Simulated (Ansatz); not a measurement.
# SiH2F2 (SMILES F[SiH2]F): methods side by side

SiH2F2: 5 atoms, total charge 0, spin state singlet. As SMILES, `F[SiH2]F`. Geometry: relaxed at PBE0-D4/def2-TZVP.

```
atom    x (Å)    y (Å)    z (Å)
   F  -1.0790   0.5382   0.9807
  Si  -0.0052  -0.0005  -0.0541
   F   1.2476  -0.5206   0.7669
   H  -0.5905  -1.1387  -0.7863
   H   0.4271   1.1217  -0.9073
```

Each level gives the energy change with the F1–Si2 bond stretched from 1.586 to 3.964 Å (eV). The values are calculated.

| level | kind | program | value (eV) | less FCI/STO-3G |
| --- | --- | --- | --- | --- |
| SVWN5/STO-3G (restricted) | LDA | Ansatz | 7.16 | +2.95 |
| B3LYP/STO-3G (restricted) | global hybrid | Ansatz | 7.54 | +3.33 |
| BHLYP/STO-3G (restricted) | global hybrid | Ansatz | 8.99 | +4.78 |
| PBE0/STO-3G (restricted) | global hybrid | Ansatz | 7.81 | +3.60 |
| CAM-B3LYP/STO-3G (restricted) | range-separated hybrid | Ansatz | 8.51 | +4.30 |
| HSE06/STO-3G (restricted) | range-separated hybrid | Ansatz | 7.75 | +3.54 |
| CCSD(T)/STO-3G (restricted) | coupled cluster or CI | Ansatz | 4.02 | -0.19 |
| CCSD/STO-3G (restricted) | coupled cluster or CI | Ansatz | 4.45 | +0.24 |
| FCI/STO-3G | exact in the basis | Ansatz | 4.21 | 0.00 |

FCI/STO-3G is exact within its basis and frozen core, so for wave-function methods in that basis the difference is their error; functionals converge differently with the basis, so for them it is only a difference. The first shape isn't each level's own minimum. The values span 4.02 to 8.99 eV. All rows use very small basis sets, so none should be taken for the real molecule's value.

Stretching the Si–F bond separates the functionals sharply from the coupled-cluster and FCI results. As the σ and σ* orbitals approach degeneracy, a restricted determinant keeps too much ionic character instead of leaving one electron on each fragment, which probably accounts for most of the functionals' excess. The rise from 7.16 eV with SVWN5 to 8.99 eV with BHLYP follows the share of exact exchange, which brings in more of the restricted Hartree–Fock error without the left-right correlation that would offset it.

CCSD recovers most of that correlation but remains 0.24 eV too high. The perturbative triples overshoot to 0.19 eV too low, as expected when orbital energy denominators shrink, so the small CCSD(T) error is no sign of robustness at longer distances.

Even the FCI cost of 4.21 eV is low for a bond known to be among the strongest single bonds, probably because the minimal basis lacks polarization functions on silicon and the flexibility to describe negatively charged fluorine. Two geometries can't show whether the CCSD(T) curve has already turned over.
